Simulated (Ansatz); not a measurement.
# GaGe and the effect of the functional

It takes space group F-43m (No. 216, cubic). The conventional cell has a = 5.796 Å, b = 5.796 Å, c = 5.796 Å, α = 90.00°, β = 90.00°, γ = 90.00°. Around Ge (site symmetry -43m) lie 4 Ga at 2.51 Å. Ga (site symmetry -43m) has 4 Ge at 2.51 Å as nearest neighbours.

The cell comes from a database or a generator and needn't be the stable form of this composition.

Kept alike: task band structure; k mesh 8 × 8 × 8; occupations fermi-dirac, width 0.05 eV; no spin polarisation. Program: Ansatz, all-electron LAPW, scalar-relativistic. The mesh is that of the run's cell of 2 atoms. No spin-orbit coupling.

| run | pressure (GPa) |
| --- | --- |
| A | -4.09 |
| B | -2.38 |
| C | 0.24 |

Pressure is positive in compression. For a metal such a mesh leaves the last digits unconverged.

Problem. The runs differ in the functional alone: LDA; PBE; PBEsol. Which run is which?

Solution. Run A is LDA; run B is PBEsol; run C is PBE. The pressure runs from -4.09 (LDA) to 0.24 GPa (PBE). From PBE: LDA -4.33; PBEsol -2.62.

At this fixed cell LDA and PBEsol both give tensile stress and would shrink the lattice, whereas PBE is close to mechanical equilibrium. The equilibrium volume therefore grows from LDA through PBEsol to PBE, the usual order for covalent solids, probably because PBE's stronger gradient enhancement of exchange favours the inhomogeneous density of stretched bonds, an effect that PBEsol weakens and LDA lacks. PBEsol accordingly lies nearer to LDA than to PBE.

The near-zero PBE pressure suggests that the cell was relaxed with this or a similar functional, so it is no evidence that PBE describes the Ga-Ge bond best. In the tetrahedral network, Ga and Ge together supply too few valence electrons to complete the octet. The bonding bands should thus be partly empty, making the phase a metal rather than a semiconductor like its III-V relatives. The pressures themselves don't test this electronic picture, and they say nothing about whether the lattice withstands shear or internal displacements.
